A fast electron crossing boron phosphide hardly notices it at energy losses of 2 to 3 eV: the loss function there is only one or two thousandths. Near 23 eV it reaches about 6, several thousand times more. Yet the crystal absorbs light most strongly near 6 eV, where the loss is still only a few hundredths. The table follows this spectrum as calculated from LDA electron states, with the two lowest rows left open.

Loss function of zinc-blende boron phosphide (BP), calculated with Yambo 5.3.0 as linear response in the optical limit with a Hartree kernel, on Quantum ESPRESSO LDA states without quasiparticle correction. The calculation uses PseudoDojo 0.4.1 potentials, a 1034 eV wave cutoff, a 12 × 12 × 12 k mesh, 19 bands in the sums, 0.05 eV broadening and field direction xy.

```csv
row,loss function,loss energy (eV)
1,?,?
2,?,?
3,0.001,2.013
4,0.002,3.020
5,0.016,4.027
6,0.030,5.034
7,0.074,6.040
8,0.052,7.047
9,0.110,8.054
10,0.131,9.060
11,0.113,10.270
12,0.236,11.280
13,0.219,12.280
14,0.369,13.290
15,0.420,14.300
16,0.437,15.300
17,0.753,16.310
18,0.881,17.320
19,1.762,18.320
20,2.459,19.330
21,2.812,20.340
22,3.482,21.340
23,3.029,22.350
24,5.885,23.360
25,3.864,24.360
26,1.473,25.370
27,0.769,26.380
28,0.478,27.380
29,0.418,28.390
30,0.357,29.400
```

The loss energy is what the passing electron gives up, and the loss function measures how readily the crystal takes it. What stands in rows 1 and 2? The rest of the spectrum has to be understood first, because two different pictures of the low-energy end suggest themselves.

**Rows 3 to 10: strong absorption, weak loss**

Light and a fast electron test the same valence electrons in different ways. Light drives them with a field that already includes their response. The field of a passing electron comes from outside, and the valence electrons screen it before it can do much work. A crystal that responds strongly therefore shields itself and takes little energy from the passing electron.

In a formula, the loss function is Im ε/|ε|², where ε is the dielectric function and Im ε, its imaginary part, describes absorption. Since |ε| is never smaller than Im ε, the loss can't exceed 1/Im ε. The calculation puts the absorption maximum at 5.64 eV with a height of 37.4. If that height is Im ε from the same response as the loss column, the loss there is at most 1/37.4, or 0.027.

This is less than in either neighbouring row, 0.030 in row 6 and 0.074 in row 7. The strongest absorption of the crystal would then sit in a dip of the loss, which falls between two rows. An engineer who looks for optical transitions in a loss spectrum should keep this in mind: a weak loss doesn't mean a weak transition.

The eightfold jump from row 4 to row 5 probably marks the first strong transitions. Long-wavelength fields carry almost no momentum. Without help from lattice vibrations, which the calculation leaves out, they lift electrons only vertically in the band structure. The calculated gap of 1.2 eV isn't a vertical one: the smallest vertical gap on the k mesh is 3.39 eV. It falls between rows 4 and 5, just where the loss jumps. LDA usually places such onsets too low. The calculation also leaves out the attraction between a lifted electron and the hole it leaves, which is expected to move absorption towards lower energies.

**Rows 11 to 23: the screening wears off**

Above the main transitions the electrons can no longer follow the field as bound charges do. |ε| shrinks, and the loss climbs although absorption is fading. The climb isn't smooth: the loss dips in rows 11 and 13, as it did in row 8, and again in row 23, just before it almost doubles. The calculation broadens each transition by only 0.05 eV, so a finite set of k points is expected to leave such steps. They may also shift the exact top of the peak and change its height. There is no second mesh to test this.

**Row 24: all valence electrons swing together**

The maximum is a plasmon, a joint oscillation of the valence electrons against the ion cores. If the electron cloud is displaced, charge appears at its edges and pulls it back. For free electrons this pull alone sets the frequency, which depends only on their density. In a semiconductor the bonds pull too, so the oscillation is somewhat faster.

The static dielectric constant ε₀, taken here for the electrons alone with the ions at rest, tells how stiff the bonds are, because stiffer bonds let a steady field displace less charge. Let Eₚ be the free-electron plasmon energy and E₀ the energy of the bond oscillator. The model has three steps:

- The static response is ε₀ = 1 + Eₚ²/E₀².
- In the joint oscillation both pulls add: E_L² = Eₚ² + E₀².
- Eliminating E₀ gives E_L = Eₚ √(ε₀/(ε₀ − 1)).

Boron brings three valence electrons and phosphorus five, so eight electrons share two atomic volumes of 11.68 Å³ each. That density gives Eₚ = 21.7 eV. With the calculated ε₀ of 9.12, the root is √(9.12/8.12) = 1.06, and the loss peak should lie at 23.0 eV.

The calculated peak lies at 23.4 eV, about 0.3 eV higher. No value of the loss column entered the estimate, though ε₀ comes from the same calculation. The agreement supports the picture of a collective oscillation, whose energy is set mainly by the valence-electron density and only slightly by the bonds. For a related semiconductor without shallow d electrons, a count of valence electrons per volume should therefore be a fair first guess.

**Rows 25 to 30: counting the electrons**

Past the plasmon the loss falls quickly. A sum rule links the whole spectrum to the number of electrons: the area under energy times loss must equal (π/2)Eₚ². Up to row 10 the table has collected about a third of one percent of the amount due to eight electrons, and by row 30 it has collected 89%. Most of the strength sits in the plasmon region, far above the absorption maximum.

The last figure is less exact than it looks. A second sum rule gives the static screening 1 − 1/ε₀, and the same rows overshoot the value from the dielectric constant by 7%. Rows 1 eV apart are coarse for a sharp peak, and row 24 sits right on its top, which probably gives the peak too much weight. Nor would a longer table be expected to recover all the remaining strength, because the response sums over only 19 bands.

**Back to the top: the forecasts**

The energies are the easy part. A straight line through the known ones, allowing for the wider gap after row 10, starts at zero. I expect 0.00 ± 0.20 eV in row 1 and 1.01 ± 0.20 eV in row 2. The error bar is the amount by which that one gap exceeds the others.

For the loss, the first picture takes the plasmon as a damped oscillator with one fixed width Γ. Its peak height is Eₚ²/(E_L Γ), so the height in row 24 requires a width of about 3.4 eV. The tail of this oscillator would give about 0.0055 in row 2. But it already fails in rows 3 and 4, where it is at least six times too high even after allowing for the rounded digits.

The second picture would explain this failure. A plasmon is damped because it can hand its energy to single electrons lifted across the gap. Below the vertical gap no such transition is available to take it up, so the damping should vanish and leave only the artificial broadening of 0.05 eV.

A physical loss function changes sign with the energy and must pass through zero at zero energy. I therefore fitted a straight line through zero to rows 3 and 4, two values that are themselves rounded to one digit. With error bars set by judgement and not by the fit, the forecast is 0.000 ± 0.0005 for row 1 and 0.0006 ± 0.0006 for row 2, so that row 2 should print as 0.000 or 0.001.

The withheld rows as computed:

```csv
row,loss function,loss energy (eV)
1,0.001,0.000
2,0.001,1.007
```

**Three hits and a miss**

Both energies agree with the forecast, and so does the loss in row 2. The fixed-width oscillator is refuted once more, since it asked for more than five times the printed value. The loss in row 1 is a miss: it is 0.001 at zero energy, where I had expected nothing beyond 0.0005.

The miss is small, but it touches the assumption behind the line. A steady field does no lasting work on an insulator, so a loss at exactly zero energy must come from the numerical treatment and not from the crystal. One possible source is a broadening that doesn't change sign with the energy and so leaves a flat background. With the 0.05 eV used here, such a background is expected to have about the printed size. The form of the broadening isn't stated, though, and one printed digit can't identify it.

The miss also weakens the hit beside it. The first three rows all read 0.001, so a flat background describes row 2 as well as the sloping line does. My error bar in row 1 allowed for rounding but not for a failure of the symmetry argument. What survives is the upper limit: the broad damping of the plasmon doesn't reach down to these energies, and the thousandths found there shouldn't be read as true absorption below the vertical gap. The printed analysis below gives the fits and both sum rules.

Numerical output:

```
fit of loss_energy on 28 rows: constant 0.000151 +/- 0.00098, coefficient of steps 0.2014 +/- 1.1e-05; rms 0.00232, worst 12 -0.00414, leave-one-out rms 0.00247
  rows outside the fit (model, value, miss): 1 0.000151, 0, 0.000151; 2 1.007, 1.007, -8.93e-05
fit of loss_function on 2 rows (r <= 4): coefficient of grid 0.0006112 +/- 7.6e-05; rms 0.000196, worst 3 0.000231, leave-one-out rms 0.000425
  rows outside the fit (model, value, miss): 1 9.228e-08, 0.001, -0.001; 2 0.0006154, 0.001, -0.000385; 5 0.002461, 0.016, -0.0135; 6 0.003077, 0.03, -0.0269; 7 0.003692, 0.074, -0.0703; 8 0.004308, 0.052, -0.0477; 9 0.004923, 0.11, -0.105; 10 0.005538, 0.131, -0.125; 11 0.006277, 0.113, -0.107; 12 0.006892, 0.236, -0.229; 13 0.007507, 0.219, -0.211; 14 0.008123, 0.369, -0.361; 15 0.008738, 0.42, -0.411; 16 0.009353, 0.437, -0.428; 17 0.009969, 0.753, -0.743; 18 0.01058, 0.881, -0.87; 19 0.0112, 1.762, -1.75; 20 0.01181, 2.459, -2.45; 21 0.01243, 2.812, -2.8; 22 0.01305, 3.482, -3.47; 23 0.01366, 3.029, -3.02; 24 0.01428, 5.885, -5.87; 25 0.01489, 3.864, -3.85; 26 0.01551, 1.473, -1.46; 27 0.01612, 0.769, -0.753; 28 0.01674, 0.478, -0.461; 29 0.01735, 0.418, -0.401; 30 0.01797, 0.357, -0.339
Lowest loss at 1.007 eV that a line through zero and the rounding allow: 0.0005001
Highest loss at 1.007 eV that a line through zero and the rounding allow: 0.0007501
Free-electron plasmon energy of eight valence electrons (eV): 21.73
One-oscillator loss peak with the static dielectric constant (eV): 23.03
Reported loss peak less one-oscillator peak (eV): 0.3266
Plasmon width from the peak height (eV): 3.436
Constant-width forecast for row 2: 0.00551
Constant-width loss in row 3: 0.01114
Constant-width loss in row 4: 0.01703
Smallest factor by which constant width overshoots rows 3 and 4 after rounding: 6.81
Constant-width loss in row 30: 0.4266
Upper bound on loss at the absorption peak of 5.64 eV: 0.02673
Loss in row 24 over loss in row 23: 1.943
Share of the eight-electron sum rule reached by row 30 (percent): 88.69
Share of the eight-electron sum rule reached by row 10 (percent): 0.3416
Static screening 1-1/eps from the thinned loss rows: 0.9551
Static screening 1-1/eps from the reported dielectric constant: 0.8904
Excess of the thinned-row integral (percent): 7.27
```
